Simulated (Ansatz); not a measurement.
From three elastic constants to directional properties of Sr3TiO

Theory: DFT PBE, scalar-relativistic, plane waves, PAW (Ansatz 0.2.0). Cutoff 420 eV, 8×8×8 k-points (Γ-centred), Gaussian smearing of 0.20 eV. Collinear spin, site moments 0.1, 0.1, 0.1, 2.3, 0.0 μB.

Relaxed structure:
```cif
data_structure
_symmetry_space_group_name_H-M 'P 1'
_symmetry_Int_Tables_number 1
_cell_length_a 5.2746
_cell_length_b 5.2746
_cell_length_c 5.2746
_cell_angle_alpha 90.000
_cell_angle_beta 90.000
_cell_angle_gamma 90.000
_cell_volume 146.74
loop_
_atom_site_label
_atom_site_type_symbol
_atom_site_fract_x
_atom_site_fract_y
_atom_site_fract_z
_atom_site_occupancy
Sr1 Sr 0.00000 0.50000 0.50000 1
Sr2 Sr 0.50000 0.00000 0.50000 1
Sr3 Sr 0.50000 0.50000 0.00000 1
Ti1 Ti 0.00000 0.00000 0.00000 1
O1 O 0.50000 0.50000 0.50000 1
```

The cell was built by swapping an element in a database structure (itself possibly hypothetical) and relaxing; it need not be the stable form of this composition. In a metal, frequencies and elastic constants depend on the k mesh and the smearing, soft modes and shear constants most. A semilocal functional can close a gap that the real compound has.

With ions relaxed, on the cubic axes: C11 = 48.0, C12 = 25.2, C44 = 27.0 GPa. The density is 3.697 g/cm³.

Problem. Is the crystal stable against strain, and how anisotropic is it?

Solution. Born's conditions hold: C11 + 2C12 = 98.3, C11 − C12 = 22.8 and C44 = 27.0 GPa are all positive. B = (C11 + 2C12)/3 = 32.8 GPa. The two shear moduli are C44 and C′ = (C11 − C12)/2 = 11.4 GPa, so Zener's ratio is A = C44/C′ = 2.36: the tetragonal shear C′ is the soft one, as in many fcc and bcc metals and zincblende crystals. The Cauchy pressure C12 − C44 is -1.8 GPa; it would vanish for pair forces between atoms on inversion centres at zero pressure, and here it is small.

Problem. Give the sound speeds along the three symmetry directions.

Solution. The Christoffel equation gives ρv² for each branch:
```
direction branch                    ρv²   GPa v (m/s)
    [100]              L                    C11  48.0     3604
    [100]         T (×2) C44  27.0     2700
    [110]              L   (C11 + C12 + 2C44)/2  63.5     4146
    [110]   T, u ∥ [001]                    C44  27.0     2700
    [110]  T, u ∥ [1-10]          (C11 − C12)/2  11.4     1758
    [111]              L  (C11 + 2C12 + 4C44)/3  68.7     4311
    [111]         T (×2) (C11 − C12 + C44)/3  16.6     2119
```

Problem. How does Young's modulus depend on direction?

Solution. Inverting gives S11 = 32.566, S12 = -11.198, S44 = 37.092 TPa⁻¹. Along a unit vector (l, m, n), 1/E = S11 − 2(S11 − S12 − S44/2)(l²m² + m²n² + n²l²), where the last bracket is 0, 1/4 and 1/3 for [100], [110] and [111]: E = 31, 50 and 63 GPa. With A > 1 the body diagonal is stiffest. For a film on (001), the biaxial modulus is C11 + C12 − 2C12²/C11 = 47 GPa and the normal strain is −2C12/C11 = -1.05 times the in-plane one.

Cost: 2 runs of about 30 core-minutes in all, on AMD EPYC (Zen 3) (shared hosts).

The constants lie close to the ratio 2:1:1 for C11, C12 and C44 that nearest-neighbour central forces give in an fcc lattice. This fits the structure: Sr and Ti together occupy fcc positions, with O in an octahedral hole. Sr–Sr and Sr–Ti contacts along ⟨110⟩ resist C44 shear more than tetragonal shear. The Sr–O bonds along ⟨100⟩ would by themselves stiffen C11 and reduce the anisotropy, so their contribution is probably largely offset by long-range Coulomb forces. The small Cauchy pressure agrees with this picture but does not identify the bonding as ionic or metallic.

Titanium is an unlikely counterpart to the tetrel anion of related antiperovskites. Its moment of 2.3 μB suggests a partly filled, exchange-split d shell that holds some of the electrons left over after Sr²⁺ and O²⁻ are counted. Positive elastic moduli exclude only instabilities against homogeneous strain; octahedral tilts and antiparallel Ti moments need a larger cell and remain untested.
